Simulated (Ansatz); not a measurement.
# A family of molecules: the atomisation energy (no zero-point term)

One atom is swapped for its congeners: SiH3(CH3) (methylsilane); SiH3(SiH3) (disilane); SiH3(GeH3); SiH3(SnH3). All are singlets with charge 0.

Shapes, held fixed at every level: PBE0-D4/def2-TZVP. Programs: Ansatz 0.2.0. Values in eV.

| level | SiH3(CH3) | SiH3(SiH3) | SiH3(GeH3) | SiH3(SnH3) |
| --- | --- | --- | --- | --- |
| HF/def2-TZVPP | 21.20 | 18.09 | 16.91 | 15.57 |
| r2SCAN-D4/def2-TZVPP | 27.23 | 23.16 | 22.16 | 20.64 |
| BHLYP-D4/def2-TZVPP | 27.00 | 23.16 | 22.02 | 20.61 |
| wB97X-V/def2-TZVPP | 27.37 | 23.47 | 22.40 | 21.02 |
| MP2/def2-TZVPP | 26.54 | 22.26 | 21.36 | 19.74 |
| CCSD(T)/def2-SVP | 25.92 | 21.78 | 20.87 | 19.39 |
| CCSD(T)/def2-TZVPP | 26.74 | 22.75 | 21.89 | 20.45 |

At CCSD(T)/def2-TZVPP the atomisation energy falls at every step, from 26.74 to 20.45 eV. Every level shows the same order. For atoms past krypton def2 sets carry core potentials with scalar relativity. Relativity is left out for Ge unless named. Correlated rows may include outer-core shells of Ge, Sn, which these sets cover unevenly. Spin-orbit coupling, which grows down the group, is left out (summed over each molecule's free atoms 0.02, 0.04, 0.14, 0.32 eV).

The fall in atomisation energy down group 14 mainly reflects weaker bonds from the substituted atom to hydrogen, with the changing bond to silicon adding to it. Carbon's compact valence orbitals overlap well with hydrogen 1s, whereas the larger, more diffuse orbitals of its heavier congeners bind less strongly. The decline is uneven: at every level the largest drop is from carbon to silicon and the smallest from silicon to germanium. The latter fits the poor shielding by germanium's filled 3d shell, which keeps its valence orbitals relatively compact.

Hartree–Fock already gives the order, so the trend doesn't originate in correlation, though correlation contributes much of the binding, because forming bonds pairs electrons that are unpaired in the free atoms. The coupled-cluster energies rise in every column with the larger basis, so the still higher density-functional values probably reflect remaining basis incompleteness in part, not overbinding alone. As these totals cover all the bonds in each molecule, they don't establish how easily the central bond to silicon breaks.
